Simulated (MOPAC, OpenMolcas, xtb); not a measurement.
A ladder of methods for CH4NSi (SMILES [H]/N=C/[SiH2])

CH4NSi has 7 atoms, charge 0, and is taken as a doublet. SMILES: `[H]/N=C/[SiH2]`. The coordinates come from a GFN2-xTB relaxation.

```jsonl
{"atom": "N", "x (Å)": "-1.5489", "y (Å)": "-0.1321", "z (Å)": "-0.1594"}
{"atom": "C", "x (Å)": "-0.3140", "y (Å)": "-0.1171", "z (Å)": "-0.5181"}
{"atom": "Si", "x (Å)": "0.9862", "y (Å)": "0.2015", "z (Å)": "0.7277"}
{"atom": "H", "x (Å)": "-2.2068", "y (Å)": "-0.3152", "z (Å)": "-0.9149"}
{"atom": "H", "x (Å)": "0.0108", "y (Å)": "-0.2895", "z (Å)": "-1.5565"}
{"atom": "H", "x (Å)": "0.6989", "y (Å)": "0.4398", "z (Å)": "2.1238"}
{"atom": "H", "x (Å)": "2.3737", "y (Å)": "0.2128", "z (Å)": "0.2975"}
```

Each level gives the dipole moment (D). The values are calculated.

```
                                     level            kind     program  value (D)
                                       PM6  semi-empirical       MOPAC       2.01
                                       PM7  semi-empirical       MOPAC       2.25
                                  GFN2-xTB  semi-empirical         xtb       2.29
                                  GFN1-xTB  semi-empirical         xtb       2.34
                                UHF/STO-3G    Hartree–Fock  OpenMolcas       1.51
                                 UHF/3-21G    Hartree–Fock  OpenMolcas       1.94
                              UHF/def2-SVP    Hartree–Fock  OpenMolcas       1.69
         UPBE/6-31G* (spherical functions)             GGA  OpenMolcas       1.59
UHCTH407/6-311G** (Cholesky decomposition)             GGA  OpenMolcas       1.55
                              UB3LYP/6-31G   global hybrid  OpenMolcas       1.89
```

The values span 1.51 to 2.34 D. Spin contamination of the reference (⟨S²⟩ at least 0.1 too high) touches UHF/STO-3G, UHF/3-21G, UHF/def2-SVP. Sets without polarisation functions give poor dipoles.

The dipole reflects a polar C=N bond and the nitrogen lone pair, with electropositive silicon at the other end of the chain. The coordinates show an essentially planar skeleton, including the silicon centre, whereas simple silyl radicals are pyramidal. This suggests allyl-like delocalisation of the unpaired electron over Si, C and N, so the dipole probably depends on how each method shares π density between silicon and nitrogen.

All four semi-empirical values lie above every Hartree–Fock and density-functional value, plausibly because their parametrised charge distributions exaggerate the bond polarity. The two GGA results, 1.59 and 1.55 D, agree closely, but that is consistency between related approximations rather than proof of accuracy. The higher UB3LYP/6-31G value cannot be assigned to exact exchange, since the basis changes along with the functional. The data therefore support a clearly polar radical, but not a ranking of the methods by accuracy. Nor do they show how the dipole would change if the N–H bond pointed to the other side of the C=N bond.
